Why does a calculation turn germanium, a semiconductor, into a solid without a gap, and why does relaxing the crystal make matters worse? The answer lies in two electronic levels that PBE places too close together, and whose order a modest stretch reverses.

Germanium in the diamond structure at a series of fixed volumes, computed with Ansatz 0.2.0 (all-electron LAPW, PBE, scalar-relativistic, no spin polarization) on a 10×10×10 k mesh with Fermi-Dirac smearing of 0.05 eV. The band gap, direct or indirect, runs from the top of the 22nd band, the last one filled by electron count, to the bottom of the 23rd on this mesh.

| volume (Å³/atom) | shortest distance (Å) | band gap (eV) |
| --- | --- | --- |
| 21.277 | 2.400 | 0.380 |
| 21.730 | 2.417 | 0.312 |
| 22.183 | 2.433 | 0.223 |
| 22.409 | 2.442 | 0.129 |
| 22.636 | 2.450 | 0.037 |
| 22.862 | 2.458 | 0.000 |
| 23.088 | 2.466 | 0.000 |
| 23.541 | 2.482 | 0.000 |
| 23.994 | 2.498 | 0.000 |

In the two most compressed rows the band gap falls gently, from 0.380 to 0.312 eV. At a volume of 21.730 Å³/atom the lowest empty state lies at L, on the edge of the Brillouin zone, while the highest filled state lies at its centre, Γ. The gap is therefore indirect, as in real germanium. For the first row the position of the minimum is not given, so a line for the L gap drawn through these two rows is tentative.

Further down, the fall becomes more than twice as steep, about 0.4 eV for each Å³/atom between 22.183 and 22.636 Å³/atom. A different empty state has taken over: a single level at Γ that reacts far more strongly to stretching than the state at L. It is the antibonding combination of the germanium 4s orbitals. The valence top at Γ is a threefold level, the bonding combination of the 4p orbitals.

A stretched hydrogen molecule shows half of the mechanism. As the atoms separate, their orbitals overlap less, the antibonding level sinks and the bonding level rises. In hydrogen both levels come from the same 1s orbital, so they meet only at complete separation, and there the analogy ends. In germanium they come from different orbitals, and in the free atom 4s lies below 4p. The antibonding s level stays on top only while the bonds are short enough to hold it there, so stretching must at some point bring it below the bonding p level. Longer bonds or a deeper s orbital bring this crossing closer; grey tin, germanium's heavier neighbour, is known to have the inverted order.

The simple model takes the separation $\Delta$ of the two levels, single minus threefold, as linear in the logarithm of the volume $V$. The two rows with known levels at Γ, 21.730 and 23.541 Å³/atom, fix the line:

$$\Delta(V) = 0.416\ \text{eV} - 9.14\ \text{eV}\times\ln\frac{V}{21.730\ \text{Å}^3}$$

At 22.409 Å³/atom the logarithm is 0.031, which gives $\Delta \approx 0.13$ eV, in agreement with the computed gap. That row did not help to fix the line. The three gaps between 22.183 and 22.636 Å³/atom are all met within 0.01 eV, which supports a direct gap there, although their levels are not listed. The output below gives the comparison row by row. The program warns that the small gaps in the first five rows may come from the mesh of k points. Γ and L both lie on that mesh, however, so the closing of the gap at Γ is no artefact of it. A lower minimum between the mesh points could still have been missed, most readily in the two most compressed rows, where the gap is not set at Γ.

The failure becomes plain at 22.636 Å³/atom, close to the volume of the real crystal. The gap is 0.037 eV, where real germanium has roughly 0.7 eV (a rounded, recalled value), and it is direct where the real one is indirect. PBE has thus lowered the state at Γ even more than the one at L. Spin-orbit coupling, absent here, is no remedy: it raises the valence top by roughly 0.1 eV, enough to close this gap altogether.

Theory traces much of the error to what a Kohn-Sham gap leaves out. The energy needed to add an electron and remove another includes a jump in the exchange-correlation potential when the electron number passes a whole number. PBE has no such jump, and its electrons also partly repel themselves, which pushes filled levels up. The table holds no second functional that could separate these causes or show why Γ suffers more than L.

For light emitters this error is treacherous, because germanium is strained to bring it towards a direct gap. The model puts the change from indirect to direct near 22.1 Å³/atom, on the compressed side of the real volume, whereas the real crystal has to be stretched. The response to pressure looks much sounder: the separation at Γ changes by 0.12 eV/GPa on average, close to what is recalled for real germanium. PBE thus misplaces the levels but moves them at about the right rate.

In the last four rows the printed zero hides a change that continues. At 23.541 Å³/atom the single level lies 0.32 eV below the threefold one and is filled. The threefold level has room for six electrons but receives only four when the levels are filled strictly from below, without smearing, so the last filled and the first empty state belong to the same level. Cubic symmetry forbids a gap as long as this order lasts, which is why the column stays at zero instead of passing through it. The other three rows fit this picture, though their levels are not given.

Relaxing the cell leads straight into this range. PBE binds germanium too weakly, and its pressure vanishes only near 23.9 Å³/atom, almost 6% above the row closest to the real volume. Along the line for $\Delta$, continued slightly past its second anchor, that expansion costs another 0.5 eV. The volume error thus adds to the gap error, and a relaxed PBE cell gives germanium with its bands in the wrong order.

The analysis program printed:

```
Gap and two-line model:
     row  'gap eV'  'slope from row before eV/A3'  'Gamma separation line eV'  'L line eV'  'model gap eV'  'pressure GPa'
  21.277      0.38                            n/a                      0.6086         0.38            0.38           9.045
   21.73     0.312                        -0.1501                       0.416        0.312           0.312           7.031
  22.183     0.223                        -0.1965                      0.2273       0.2454          0.2273           5.234
  22.409     0.129                        -0.4159                      0.1346       0.2127          0.1346           4.415
  22.636     0.037                        -0.4053                     0.04249       0.1802         0.04249           3.648
  22.862         0                        -0.1637                    -0.04834       0.1481               0           2.922
  23.088         0                              0                     -0.1383       0.1163               0           2.227
  23.541         0                              0                     -0.3159      0.05362               0          0.9386
  23.994         0                              0                     -0.4902    -0.007905               0         -0.2141
Gamma separation from the levels at 21.730 (eV): 0.416
Gamma separation from the levels at 23.541 (eV): -0.3159
Volume deformation potential of the Gamma separation (eV per unit of ln V): -9.143
Same for the L line from the first two rows (eV per unit of ln V): -3.228
Largest miss on the three test rows with the line in ln V (eV): 0.005645
Largest miss on the three test rows with a line in V (eV): 0.01281
Largest miss on the three test rows if the minimum stayed at L (eV): 0.1432
Volume where the Gamma and L lines cross (A3/atom): 22.12
Volume where the Gamma separation vanishes (A3/atom): 22.74
Volume at zero pressure (A3/atom): 23.91
Zero-pressure volume above the 22.636 row (percent): 5.628
Gamma separation on the line at the zero-pressure volume (eV): -0.4581
Change of the Gamma separation from 22.636 to the zero-pressure volume (eV): -0.5006
Mean change of the Gamma separation with pressure (eV/GPa): 0.1201
Gap at 22.636 less a rough recalled real gap of 0.7 eV (eV): -0.663
Gap at 22.636 less a rough spin-orbit shift of 0.1 eV (eV): -0.063
```
